In the ionic limit, cubic PbZrO$_3$ consists of Pb$^{2+}$, Zr$^{4+}$ and three O$^{2-}$ ions, and every band belongs to one kind of atom. The density of states, the number of electron states per energy interval, shows how far the real bands depart from that limit. The total is set beside the parts that project onto atomic orbitals, such as oxygen 2p or lead 6s. Energies count from the Fermi level, which the program places in the middle of the gap.

Density of states of cubic perovskite PbZrO$_3$ (a = 4.160 Å), from Ansatz 0.2.0 with r2SCAN, plane-wave PAW, scalar-relativistic, without spin polarisation; cutoff 500 eV, k mesh 6×6×6, for the density of states 9×9×9 with tetrahedra. Values are averages over 0.2 eV bins, energies count from the Fermi level, and orbital parts are Löwdin projections summed over sites.

```tsv
energy (eV)	density of states total (states/eV/cell)	DOS O 2p (states/eV/cell)	DOS Zr 4d (states/eV/cell)	DOS Pb 6p (states/eV/cell)	DOS Pb 6s (states/eV/cell)	DOS O 2s (states/eV/cell)
-7.95	0.58	0.06	0.02	0.01	0.46	0.0300
-7.55	0.03	0	0	0	0.02	0.0000
-7.15	0	0	0	0	0	0.0000
-6.75	0	0	0	0	0	0.0000
-6.35	0	0	0	0	0	0.0000
-5.95	0.03	0.02	0.01	0.01	0	0.0000
-5.55	0.80	0.48	0.19	0.12	0.01	0.0000
-5.15	3.56	2.39	0.79	0.22	0.01	0.0100
-4.75	3.56	2.49	0.61	0.24	0.03	0.0300
-4.35	3.64	2.6	0.49	0.33	0.06	0.0300
-3.95	5.54	4.15	0.54	0.54	0.09	0.0400
-3.55	3.46	2.67	0.37	0.11	0.13	0.0500
-3.15	5.06	4.08	0.47	0.13	0.22	0.0300
-2.75	3.29	2.79	0.19	0.08	0.12	0.0200
-2.35	7.35	6.59	0.21	0.14	0.2	0.0300
-1.95	5.88	5.44	0.05	0.08	0.18	0.0100
-1.55	2.48	2.43	0	0.01	0.02	0.0000
-1.15	0	0	0	0	0	0.0000
-0.75	0	0	0	0	0	0.0000
-0.35	0	0	0	0	0	0.0000
0.05	0	0	0	0	0	0.0000
0.45	0	0	0	0	0	0.0000
0.85	0	0	0	0	0	0.0000
1.25	0	0	0	0	0	0.0000
1.65	0.08	0	0	0.06	0	0.0100
2.05	0.37	0.03	0.02	0.27	0	0.0400
2.45	2.03	0.18	0.16	1.47	0.02	0.1500
2.85	1.74	0.18	0.42	1.01	0.01	0.0800
3.25	1.79	0.19	0.9	0.64	0	0.0300
3.65	3.96	0.58	1.16	2.08	0	0.0700
4.05	4.78	0.86	1.63	2.16	0.01	0.0400
4.45	3.43	0.67	0.97	1.71	0	0.0200
4.85	3.05	0.41	1.45	1.1	0.01	0.0100
5.25	4.47	0.61	2.38	1.35	0.01	0.0100
5.65	2.65	0.52	1.74	0.26	0.02	0.0000
```

*How many electrons should the band just below the gap hold?* In the ionic limit it is made of oxygen 2p orbitals alone: three atoms, three orbitals each and two spins, hence 18 electrons. Multiplying the listed values by the row spacing of 0.4 eV and adding them from −5.95 to −1.55 eV gives 17.9. The count therefore confirms the ionic bookkeeping, and it shows that the listed rows sample this band well as a whole. A single row says less about its surroundings: it covers only its own 0.2 eV, and the skipped bin beside it can differ strongly.

*How wide is the gap?* The rows with zero states suggest its place but not its exact width, since each value is an average over 0.2 eV and the rows stand 0.4 eV apart. The band energies of the same run settle it: the gap is 2.85 eV, between different points of reciprocal space. The finer mesh used for the density of states happens to leave out both of those points, so the heights of the first nonzero rows on either side of the gap are less reliable than the others. The digits of 2.85 eV describe this calculation, not the real crystal, because functionals of this kind usually give gaps that are too small. The cell is also held ideally cubic, whereas the crystal is distorted at low temperature.

*Where would an added electron go?* If the bands stay as they are, it goes mainly to lead. In the empty rows up to 2.85 eV, lead 6p makes up about 67 % of the states and zirconium 4d only 14 %. Zirconium leads in the row at 3.25 eV and again from 4.85 eV upward. A plausible reason for the early start of lead is that its large 6p orbitals overlap with their surroundings and form a wide band, whose lower edge reaches far down; the projections show the order of the orbitals but don't isolate this cause.

*Why does zirconium appear in a filled oxygen band at all?* Take first the limit in which the two atoms don't interact: the filled states are pure oxygen and the empty 4d states pure zirconium. Once the orbitals couple, each filled state that mixes with 4d takes in some zirconium and is pushed down, while its empty partner is pushed up. The states that have moved furthest down should then contain the most zirconium. The table agrees: within the filled band, the centre of the zirconium 4d weight lies at −4.1 eV, about 1 eV below that of oxygen 2p.

*Can the amount of mixing be estimated?* Let $E_O$ be the energy of an oxygen level, $E_M$ that of a metal level, $V$ their coupling and $E$ the energy of the resulting state. If the overlap of the two orbitals is neglected, the two-level problem gives

$$(E_O-E)(E_M-E)=V^2,\qquad \frac{c_M}{c_O}=-\frac{V}{E_M-E},$$

where $c_M$ and $c_O$ are the amplitudes on metal and oxygen. Squaring the second relation and inserting the first removes the unknown coupling:

$$\frac{c_M^2}{c_O^2}=\frac{E_O-E}{E_M-E}.$$

The limits make sense. A state that stays at the oxygen level contains no metal, and two levels of equal energy share their states equally.

For $E_O$ we take −1.55 eV, the row where the filled band is almost pure oxygen 2p. For $E_M$ we take 4.53 eV, the centre of the empty zirconium 4d weight in the table. This second choice is crude, since the empty states have already been pushed up by the coupling and the table cuts them off at the top. For the row at −5.15 eV the estimate is

$$\frac{-1.55+5.15}{4.53+5.15}=\frac{3.60}{9.68}\approx0.37.$$

The projected densities in that row give 0.79/2.39, or about 0.33. No coefficient was adjusted to this ratio, although both levels were read from the same table.

Higher in the band the estimate fails. At −3.95 eV it gives 0.28 where the calculation has 0.13, and at −2.35 eV it is too large by more than a factor of three. The agreement near the bottom is therefore no proof that two levels suffice. The printed analysis after this text sets the estimate beside the calculation for these three rows.

Counting orbitals suggests one reason for the failure. For each wave vector the cell offers nine oxygen 2p combinations but only five zirconium 4d orbitals, so at least four of the nine combinations have no direct coupling to 4d. Such states can still lie well below $E_O$, because oxygen orbitals also interact with one another and with lead. The model puts their whole downward shift down to zirconium and so predicts too much 4d weight. It is a guide to the direction of the mixing, and its size is useful only as an order of magnitude.

*Is zirconium then still Zr$^{4+}$?* As a way of counting electrons, yes: the filled oxygen band holds its 18 electrons, and a gap separates it from the empty 4d states. As a description of where the electrons sit, no. About 9 % of the filled band projects onto zirconium 4d, and dividing the electron density into atomic regions gives zirconium a charge near +2.7. That charge depends on how space is divided. It tells how much electron density lies in the region assigned to zirconium and isn't a corrected oxidation state.

*What does the filled lead 6s pair do?* Here the metal level lies below the oxygen level, and the argument turns over: oxygen states that mix with it are pushed up. Lead 6s should thus favour the upper part of the oxygen band, and its share does rise from 1.2 % in the lower half to 3.2 % in the upper half. The rise doesn't continue through all the upper rows, however: the share peaks at 4.3 % in the row at −3.15 eV, is lower in every row above it, and is less than 1 % in the topmost one. The state at the very edge of the gap lies at a point that the mesh omits, so the rows don't show its own share. That the upper states containing 6s are antibonding between lead and oxygen follows from the two-level argument; the projected weights alone don't show the sign of the mixing.

Both cases obey one rule. A metal level above the oxygen band leaves its mark near the bottom of that band, and a metal level below it leaves its mark higher up. Lead itself offers a check, because it has a level on each side. Its empty 6p orbitals contribute to the filled band with a centre at −4.0 eV, close to that of zirconium 4d, while its filled 6s orbitals favour the upper half.

*What would change with another element or another setting?* Let barium take the place of lead first. Ba$^{2+}$ has no filled 6s pair, and its empty 6p levels lie much higher than those of lead. The filled band would lose its 6s admixture, and the first empty states would become mainly zirconium 4d. With the low lead states gone, the gap should widen. This is an argument from ordinary chemistry that no row tests, and the size of the cell would change as well.

Now keep lead and switch on spin–orbit coupling. In the light-atom limit almost nothing would happen, but lead is heavy and its 6p orbitals lead at the lower edge of the empty states. Spin–orbit coupling splits such p states and can draw part of them down, while the oxygen 2p states across the gap should respond far less. It would therefore tend to narrow the gap, against the correction expected for the functional. Which of the two wins, and by how much, is the question that this calculation leaves open.

Printed output of the fit:

```
Electrons in the O 2p band, listed bins times their spacing: 17.86
Electrons expected from 3 O atoms with 3 p orbitals and 2 spins: 18
O 2p share of the O 2p band in percent: 80.92
Zr 4d share of the O 2p band in percent: 8.779
Pb 6p share of the O 2p band in percent: 4.502
Pb 6s share of the O 2p band in percent: 2.396
Centre of O 2p weight in the O 2p band in eV: -3.169
Centre of Zr 4d weight in the O 2p band in eV: -4.146
Centre of Pb 6p weight in the O 2p band in eV: -4.024
Pb 6s share in rows -5.95 to -3.95 in percent: 1.168
Pb 6s share in rows -3.55 to -1.55 in percent: 3.161
Pb 6s electrons in the O 2p band: 0.428
Gap from the band edges in eV: 2.851
Valence band top from the Fermi level in eV: -1.425
Pb 6p share of the empty states in rows up to 2.85 in percent: 66.59
Zr 4d share of the empty states in rows up to 2.85 in percent: 14.22
O 2p share of all listed empty states in percent: 14.92
Centre of the empty Zr 4d weight in the window in eV: 4.531
Two-level ratio of Zr 4d to O 2p in row -5.15: 0.3719
Computed ratio of Zr 4d to O 2p in row -5.15: 0.3305
Two-level ratio of Zr 4d to O 2p in row -3.95: 0.283
Computed ratio of Zr 4d to O 2p in row -3.95: 0.1301
Two-level ratio of Zr 4d to O 2p in row -2.35: 0.1163
Computed ratio of Zr 4d to O 2p in row -2.35: 0.03187
```
